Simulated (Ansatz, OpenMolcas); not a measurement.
A ladder of methods for C3H4F2 (SMILES F/C=C\CF)

C3H4F2 has 9 atoms, charge 0, and is taken as a singlet. As SMILES, `F/C=C\CF`. Geometry: relaxed at PBE0-D4/def2-TZVP. This is one conformer, not always the lowest.

Quantity: the vertical energy of the triplet above the singlet, in eV. The values are calculated.

| level | kind | program | value (eV) | CPU time (all runs) |
| --- | --- | --- | --- | --- |
| HF/6-31G* (spherical functions) | Hartree–Fock | OpenMolcas | 3.69 | 15 s |
| SVWN5/6-31G* (spherical functions) | LDA | Ansatz | 4.79 | 8.1 s |
| BLYP/6-31G* (spherical functions) | GGA | Ansatz | 4.60 | 14 s |
| PBE/6-31G* (spherical functions) | GGA | Ansatz | 4.55 | 13 s |
| TPSS/6-31G* (spherical functions) | meta-GGA | OpenMolcas | 4.47 | 2.7 min |
| r2SCAN/6-31G* (spherical functions) | meta-GGA | OpenMolcas | 4.31 | 2.3 min |
| BHLYP/6-31G* (spherical functions) | global hybrid | OpenMolcas | 4.38 | 86 s |
| B3LYP/6-31G* (Cartesian functions) | global hybrid | OpenMolcas | 4.54 | 1.8 min |

The values span 3.69 to 4.79 eV. Times are those of the runs behind each value, whatever else they computed, on shared processors of several kinds: orders of magnitude only.

All the methods place the triplet well above the singlet, as expected for an isolated C=C bond, where the lowest triplet is probably π→π*. Hartree–Fock is the outlier at 3.69 eV, while the density functionals lie between 4.31 and 4.79 eV. The low Hartree–Fock value fits its lack of opposite-spin correlation: the paired π electrons of the singlet lose more by this than the two parallel spins of the triplet, which exchange already keeps apart, so the gap comes out too small.

Along BLYP, B3LYP, BHLYP and Hartree–Fock the gap falls as the share of exact exchange rises. That share isn't the only control, however, since r2SCAN, which has none, lies below BHLYP. The spread among the functionals therefore also reflects how each semilocal form treats spin polarisation, and a higher rung doesn't by itself imply a better value. Being vertical, these energies say little about the relaxed triplet, which in simple alkenes twists about the double bond and drops considerably in energy.
